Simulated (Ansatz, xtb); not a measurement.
# Relative energy of two isomers of BrH9Si4

Structure X is `[SiH3][SiH2][SiH2][SiH2]Br`, a singlet and structure Y is `[SiH3][Si]([SiH3])([SiH3])Br`, a singlet. Both are isolated molecules in the gas phase, relaxed with r2SCAN-D4/def2-SVP, each in the lowest conformer that the search found.

Quicker runs give these differences E(Y) − E(X): GFN2-xTB +11.09 kJ/mol; HF/STO-3G +3.80 kJ/mol (at GFN2-xTB geometries); r2SCAN-D4/def2-SVP//GFN2-xTB −11.24 kJ/mol.

Task: Which of the two would you expect CCSD(T)/def2-SVP + ΔMP2/def2-TZVPP electronic energies to favour?

Result: CCSD(T)/def2-SVP + ΔMP2/def2-TZVPP gives E(Y) − E(X) = −3.84 kJ/mol, slightly favouring structure Y, which is too small a margin to settle the true order.

Level by level:

```json
{"level": "GFN2-xTB", "geometry": "GFN2-xTB", "E(Y) − E(X) (kJ/mol)": "+11.09", "departure from the last row (kJ/mol)": "+14.94", "job, with rough time for the two": "optimisation, 0.37 s"}
{"level": "HF/STO-3G", "geometry": "GFN2-xTB", "E(Y) − E(X) (kJ/mol)": "+3.80", "departure from the last row (kJ/mol)": "+7.64", "job, with rough time for the two": "single point, 0.84 s"}
{"level": "r2SCAN-D4/def2-SVP//GFN2-xTB", "geometry": "GFN2-xTB", "E(Y) − E(X) (kJ/mol)": "−11.24", "departure from the last row (kJ/mol)": "−7.40", "job, with rough time for the two": "single point, 8.7 s"}
{"level": "r2SCAN-D4/def2-SVP", "geometry": "r2SCAN-D4/def2-SVP", "E(Y) − E(X) (kJ/mol)": "−3.54", "departure from the last row (kJ/mol)": "+0.30", "job, with rough time for the two": "optimisation, 2.1 min"}
{"level": "HF/def2-SVP", "geometry": "r2SCAN-D4/def2-SVP", "E(Y) − E(X) (kJ/mol)": "−4.25", "departure from the last row (kJ/mol)": "−0.40", "job, with rough time for the two": "part of the CCSD(T) run"}
{"level": "MP2/def2-SVP", "geometry": "r2SCAN-D4/def2-SVP", "E(Y) − E(X) (kJ/mol)": "−5.44", "departure from the last row (kJ/mol)": "−1.60", "job, with rough time for the two": "part of the CCSD(T) run"}
{"level": "CCSD(T)/def2-SVP", "geometry": "r2SCAN-D4/def2-SVP", "E(Y) − E(X) (kJ/mol)": "−3.57", "departure from the last row (kJ/mol)": "+0.28", "job, with rough time for the two": "single point"}
{"level": "CCSD(T)/def2-SVP + ΔMP2/def2-TZVPP", "geometry": "r2SCAN-D4/def2-SVP", "E(Y) − E(X) (kJ/mol)": "−3.84", "departure from the last row (kJ/mol)": "", "job, with rough time for the two": "single point, 2 min"}
```

As drawn, both hold the same kinds of bond in the same numbers.

The largest departure from CCSD(T)/def2-SVP + ΔMP2/def2-TZVPP is that of GFN2-xTB, 14.94 kJ/mol. The last row adds to CCSD(T) the change of the MP2 difference between the two basis sets, here −0.28 kJ/mol.

With thermal terms from frequencies at re-optimised GFN2-xTB minima (ideal gas, soft modes damped towards free rotors, one conformer each, 298.15 K, 1 atm): the zero-point term adds −2.71 kJ/mol; ΔH is −3.91 and ΔG −7.41 kJ/mol.

The correlated steps freeze 29 core orbitals; the filled d shell of Br is correlated, in a basis made for valence electrons. Programs: Ansatz 0.2.0, xtb 6.7.1; the last row on 2 threads of Arm Neoverse V2 on a shared host.

The small preference for the branched bromide Y is already present at Hartree–Fock level with the split-valence basis (−4.25 kJ/mol), and correlation barely changes it, so its sign doesn't depend on dispersion at these geometries. With the bond types balanced, what remains is the branching of the silicon skeleton together with the placement of bromine. In Y the silicon bearing it carries three electropositive, polarisable silyl groups, which probably stabilise the polar Si–Br bond, while long Si–Si bonds keep crowding modest.

Geometry matters more than correlation here. Relaxing the GFN2-xTB structures with r2SCAN-D4 shrinks the gap from −11.24 to −3.54 kJ/mol, so the errors of the starting structures don't cancel between chain and branch. Those structures alone can't explain why HF/STO-3G favours X, since r2SCAN-D4 favours Y on the same ones; the inflexible minimal basis is a likely contributor.

The free-energy term strengthens the lean towards Y, perhaps through soft silyl torsions, but conformational mixing in the flexible chain would probably pull the balance back towards X.
